Q: I have a drawer of metallic oxides, from nearly pure metal with a little oxygen in it to compounds that are mostly oxygen. Can I tell from the formula how metallic each one is?

A: Partly. Take as the measure the density of states (DOS) at the Fermi level: how many electronic states per electronvolt lie at the energy where filling stops. It governs the electronic heat capacity and helps decide whether spins align, but it does not give the conductivity by itself. The table has it from density-functional calculations, for each cell and divided by the atoms in the cell. For Ti2O and TaO3 we shall have to reason first.

Binary oxides in different structures, computed with Ansatz 0.2.0 (scalar-relativistic DFT, r2SCAN functional, plane waves with PAW, 500 eV cutoff, Gaussian smearing of 0.1 eV). The values come from single-point runs on crystals relaxed at the same level, keeping the symmetry of the starting structure.

```tsv
formula	space group of the cell as it ended	space group	volume per atom (Å³)	shortest distance (Å)	pair at the shortest distance	valence electrons an atom	neighbours of the non-metal within 15 % of its shortest distance	spin	k mesh	k mesh of states	DOS at Fermi level (states/eV/cell)	largest site moment (μB)	DOS per atom (states/eV/atom)
TiO	P-6m2 (187)	P-6m2	9.59	2.146	O-Ti	5.00	6	none	18×18×14	27×27×21	0.008174	0.00	0.00
Ti3O4	Cmmm (65)	Cmmm	10.17	2.032	O-Ti	5.14	4	none	8×8×12	12×12×18	2.885	0.00	0.41
W3O8	Cmmm (65)	Cmmm	11.42	1.891	W-O	6.00	4	collinear	8×8×10	12×12×15	2.695	0.41	0.24
TaO2	P4_2/mnm (136)	P4_2/mnm	11.71	1.998	O-Ta	5.67	3	none	8×8×12	12×12×18	2.348	0.00	0.39
Ti2O	P-3m1 (164)	P-3m1	12.11	2.140	O-Ti	4.67	6	none	18×18×10	27×27×15	?	?	?
TaO3	Pm-3m (221)	Pm-3m	15.15	1.964	O-Ta	5.75	2	collinear	10×10×10	15×15×15	?	?	?
Ti6O	P-31m (162)	P-31m	15.23	2.088	O-Ti	4.29	6	none	12×12×8	18×18×12	4.440	0.00	0.63
Ta6O	C2/m (12)	C2/m	16.27	2.055	O-Ta	5.14	6	none	8×4×8	12×6×12	7.145	0.00	0.51
Pb2O	Pn-3m (224)	Pn-3m	26.42	2.344	O-Pb	4.67	4	none	8×8×8	12×12×12	1.235	0.00	0.21
```

Q: Where do you start?

A: With two limits. With hardly any oxygen, the crystal is a metal whose d electrons sit in a partly filled band, and each O atom merely takes two of them into its own 2p shell. With enough oxygen, all the d electrons are taken: the O 2p band is full, the d band is empty, and the crystal is an insulator such as TiO2. Metallic oxides of Ti, Ta and W lie between the limits, or beyond the second one.

So count the electrons left on the metal after each O has taken two. Ti6O keeps about 3.7 per Ti, and TaO2 keeps one per Ta. This count tells you which band holds the Fermi level. It does not tell you how many states that band has there, which depends on structure and bonding.

Q: Ti6O has the highest value per atom. Is less oxygen simply better?

A: That depends on what you divide by. Per atom, Ti6O has 0.63 states/eV and TaO2 has 0.39. Per metal atom the order turns round, to 0.74 against 1.17. Much of Ti6O's lead comes from having few O atoms, which add little at the Fermi level while their 2p band is full.

This gives the simplest model: the DOS per atom is a constant times the fraction of metal atoms. I fitted the constant to the five known d-band metals, Ti3O4, W3O8, TaO2, Ti6O and Ta6O, and got 0.73 states/eV per metal atom. The typical miss is 0.10 states/eV/atom, where a single constant value for all five misses by 0.13, so the gain is modest. The worst case is TaO2, which the model puts too low. Its small cell also forces equal Ta–Ta distances along the c axis, and pairing of the Ta atoms, as known in NbO2, might lower its DOS.

Q: You left out TiO and Pb2O.

A: For physical reasons, though with TiO I had seen the value first: the fitted model would put it 0.37 states/eV/atom too high. TiO keeps two electrons per Ti, yet has only 0.004 states/eV/atom. Compounds with this structure and ten valence electrons per formula unit are known for a pseudogap: the bonding states are just full and the next states begin just above. Pb2O is expected to conduct through the 6p band of lead, which is broad and so holds few states per electronvolt. Spin–orbit coupling, absent here, could change that value.

Q: Then predict Ti2O.

A: It keeps three electrons per Ti, so it should be a d-band metal. Two of its three atoms are Ti, and the model gives 0.73 × 2/3 = 0.49 states/eV/atom. I think that is too high, because the model treats oxygen as mere filler. Oxygen also bonds: Ti d states that mix with O 2p are pushed up, away from the Fermi level.

In Ti6O, Ti2O and TiO each O touches six Ti, so each Ti touches one, three and six O. On a straight line in O/Ti from Ti6O to TiO, Ti2O lies 0.4 of the way along. With TiO close to zero, about 0.6 of Ti6O's 0.74 per Ti remains, or 0.30 per atom of Ti2O.

My forecast is the midpoint of the two estimates, **0.39 states/eV/atom, with a range of 0.2 to 0.6**. The range is a judgement, and it is wide because TiO is a special end point and Ti3O4 does not follow the line. The run had no spin, so its zero moment is imposed and I forecast none.

Q: And TaO3?

A: This one lies beyond the second limit. Three O ask for six electrons and Ta has five, so the d band is empty and the O 2p band lacks one electron per formula unit. The Fermi level should therefore lie in the oxygen band, where the metal-fraction model has no meaning.

Estimate that band as a flat box. Three O atoms with three 2p orbitals and two spins make 18 states, spread over a width of roughly 6 eV, which is a recalled size. That is 3 states/eV for the four atoms, or 0.75 per atom. If the missing electron is missing from one spin only, the other spin is full and the value halves.

Q: Why should it be missing from one spin only?

A: Aligned electrons repel each other less, but aligning them means lifting some to higher band states. Near the top of the oxygen band many states lie close together, because some 2p orbitals point sideways and bond weakly to Ta. The lift is then cheap and a moment is plausible. Spin was allowed in this run, so a moment can appear if it lowers the energy.

I forecast **0.38 states/eV/atom, with a range of 0.15 to 0.9**, which includes the case without a moment. One unpaired electron shared evenly by three O gives at most about 0.33 μB on each. Some of it should lie outside the sites, as in W3O8, where the largest site moment is only 38 % of the cell's and all sites together hold less than half. So I expect a largest site moment of **0.25 μB, with a range of 0 to 0.4**, on oxygen.

Q: Let us see the results.

The withheld rows as computed:

```tsv
formula	space group of the cell as it ended	space group	volume per atom (Å³)	shortest distance (Å)	pair at the shortest distance	valence electrons an atom	neighbours of the non-metal within 15 % of its shortest distance	spin	k mesh	k mesh of states	DOS at Fermi level (states/eV/cell)	largest site moment (μB)	DOS per atom (states/eV/atom)
Ti2O	P-3m1 (164)	P-3m1	12.11	2.140	O-Ti	4.67	6	none	18×18×10	27×27×15	0.9491	0.00	0.32
TaO3	Pm-3m (221)	Pm-3m	15.15	1.964	O-Ta	5.75	2	collinear	10×10×10	15×15×15	1.599	0.35	0.40
```

A: All three values fall inside their ranges. Ti2O has 0.32 states/eV/atom, so my forecast was 0.07 too high. TaO3 has 0.40, against my 0.38. Its largest site moment is 0.35 μB, which is 0.10 above the forecast.

Q: What does the miss for Ti2O teach?

A: That I trusted the filler picture too much. The metal-fraction model alone is 0.17 too high, while the straight line towards TiO is nearly right. Per Ti atom the DOS falls from 0.74 in Ti6O to 0.48 in Ti2O and almost nothing in TiO, as each Ti gains oxygen neighbours. Bonding with oxygen may cause part of this, but the three rows do not show it, because the electron count and the structure change too. The line also ends on TiO, whose pseudogap belongs to its structure. In the rock-salt structure each Ti would again touch six O, yet many states are expected at the Fermi level. So the line may have come close partly by luck.

The fall is no general law, not even for titanium oxides. Ti3O4 has more oxygen per Ti than TiO, yet 0.96 states/eV per Ti. Its structure differs, and each O has four close neighbours instead of six. It was also run without spin, and a magnetic state might lower its value.

Q: TaO3 looks like a triumph.

A: Less than it seems. The box has a guessed width, and a real band is not flat. The single constant fitted to the d-band metals, 0.44, would have come almost as close without any idea of an oxygen band. It would also have beaten the metal-fraction model on Ti2O. The DOS of TaO3 therefore cannot confirm my picture.

The moment says more, and it also corrects me. It shows that spins do align in this calculation, with a size close to one electron shared by three atoms. But 0.35 μB is slightly above the ceiling I had set. The site moments of the run show why: the three O carry equal moments, and Ta carries about 0.06 μB the opposite way. The whole cell has 1 μB, as expected if the missing electron is missing from one spin only. The even sharing is no finding, because the symmetry of this small cubic cell makes the three O equivalent. A larger cell of lower symmetry might gather the hole on fewer atoms, though functionals such as r2SCAN tend to spread an oxygen hole too widely. My reduction for moment outside the sites was borrowed from a tungsten oxide, whose 5d electrons spread further than O 2p electrons, and it made the forecast worse.

Q: Can I say that only W3O8 and TaO3 are magnetic?

A: No. They are the only two that were run with spin, so the zeros of the others were imposed. In some of those, the titanium oxides among them, a magnetic state with another DOS may lie lower. For these two, in turn, a lower state may exist, so their moments belong to the states found and may not be those of the ground state.

Q: If I meet another oxide of this family, what do I do?

A: Count the electrons left on the metal. If some remain, look for the Fermi level in the metal's band, but do not read the number of states there from the oxygen content alone: per metal atom it falls from Ti6O through Ti2O to TiO, yet it rises from Ta6O to TaO2. If none remain and oxygen still asks for more, look in the oxygen band and allow for spin. Then check the structure, because a pseudogap as in TiO can empty the Fermi level even when electrons are left over. The printed analysis below gives the counts, both fits and every miss.

The analysis program printed:

```
Electrons left and density of states:
    row  electrons left per metal atom  DOS per atom  DOS per metal atom
    TiO                              2             0                   0
  Ti3O4                          1.327          0.41              0.9567
   W3O8                         0.6667          0.24                0.88
   TaO2                           1.01          0.39                1.17
   Ti2O                          3.005          0.32                0.48
   TaO3                             -1           0.4                 1.6
   Ti6O                          3.672          0.63               0.735
   Ta6O                          4.663          0.51               0.595
   Pb2O                          3.005          0.21               0.315
fit of dos_per_atom on 5 rows (dband > 0): coefficient of xM 0.7334 +/- 0.079; rms 0.0959, worst TaO2 -0.146, leave-one-out rms 0.123
  rows outside the fit (model, value, miss): TiO 0.3667, 0, 0.367; Ti2O 0.4889, 0.32, 0.169; TaO3 0.1833, 0.4, -0.217; Pb2O 0.4889, 0.21, 0.279
fit of dos_per_atom on 5 rows (dband > 0): constant 0.436 +/- 0.065; rms 0.13, worst W3O8 0.196, leave-one-out rms 0.162
  rows outside the fit (model, value, miss): TiO 0.436, 0, 0.436; Ti2O 0.436, 0.32, 0.116; TaO3 0.436, 0.4, 0.036; Pb2O 0.436, 0.21, 0.226
Ti2O from the straight line in O/Ti, states/eV/atom: 0.2962
Ti2O forecast, states/eV/atom: 0.3925
Ti2O forecast less computed, states/eV/atom: 0.07254
TaO3 flat band with both spins alike, states/eV/atom: 0.75
TaO3 forecast with the hole in one spin, states/eV/atom: 0.375
TaO3 forecast less computed, states/eV/atom: -0.025
TaO3 largest site moment computed, muB: 0.35
TaO3 moment forecast 0.25 less computed, muB: -0.1
TiO DOS per atom, states/eV/atom: 0.004087
W3O8 largest site moment as percent of the cell moment: 38.33
```
